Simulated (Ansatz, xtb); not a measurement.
Ligand exchange: CH4S + SiH3I → SiH3(SH) + CH3I

Species: CH4S (methanethiol) `CS`, singlet; SiH3I `[SiH3]I`, singlet; SiH3(SH) (sulfanylsilane), singlet; CH3I `CI`, singlet. The partners trade CH3 for SiH3: S–CH3 and I–SiH3 bonds give way to S–SiH3 and I–CH3.

Shapes, held fixed at every level: PBE0-D4/def2-TZVP. Programs: Ansatz 0.2.0, xtb 6.7.1. The zero-point and thermal change to 298 K, harmonic and unscaled (PBE0-D4/def2-TZVP), is -1.7 kJ/mol.

Q: Estimate ΔH(298 K) of this reaction.

A: The highest level, CCSD(T)/def2-TZVPP, gives ΔH(298 K) = +13.9 kJ/mol; the levels span +13.9 to +46.5. The column of differences is taken from that level and isn't an error. No measured value is set beside it here. For atoms past krypton def2 sets carry core potentials with scalar relativity. Correlated rows may include outer-core shells of I, which these sets cover unevenly.

| level | kind | ΔH(298 K) (kJ/mol) | less CCSD(T)/def2-TZVPP |
| --- | --- | --- | --- |
| GFN2-xTB | semi-empirical | +46.5 | +32.6 |
| HF/def2-TZVPP | Hartree–Fock | +24.0 | +10.1 |
| r2SCAN-D4/def2-TZVPP | meta-GGA | +17.7 | +3.8 |
| r2SCAN0-D4/def2-TZVPP | global hybrid | +20.9 | +7.0 |
| B2PLYP/def2-TZVPP | double hybrid | +16.4 | +2.5 |
| MP2/def2-SVP | perturbation theory | +23.2 | +9.3 |
| MP2/def2-TZVPP | perturbation theory | +16.4 | +2.5 |
| CCSD/def2-SVP | coupled cluster or CI | +23.2 | +9.3 |
| CCSD(T)/def2-TZVPP | coupled cluster or CI | +13.9 | 0.0 |

The exchange is endothermic at every level, so silicon's preference over carbon is greater for iodine than for sulfur. Sulfur and iodine have similar electronegativities, so bond polarity alone hardly explains this. Orbital size probably matters more: the compact carbon valence orbitals overlap poorly with the diffuse iodine 5p shell, whereas silicon's larger orbitals suit it better. Sulfur's 3p shell bonds well to either partner, so the gain from forming S–Si doesn't repay the exchange of I–Si for the weak I–C bond.

The sign is well supported, the magnitude less so. In the larger basis, correlation lowers the Hartree–Fock value of +24.0 kJ/mol to +16.4 with MP2. Enlarging the basis lowers MP2 from +23.2 by a similar amount, so the gap between the CCSD and CCSD(T) rows can't be read as the effect of triples alone. GFN2-xTB gets the direction right but greatly exaggerates the cost, probably through its parametrised balance of the four heavy-atom bonds. Convergence beyond the triple-zeta basis remains untested.
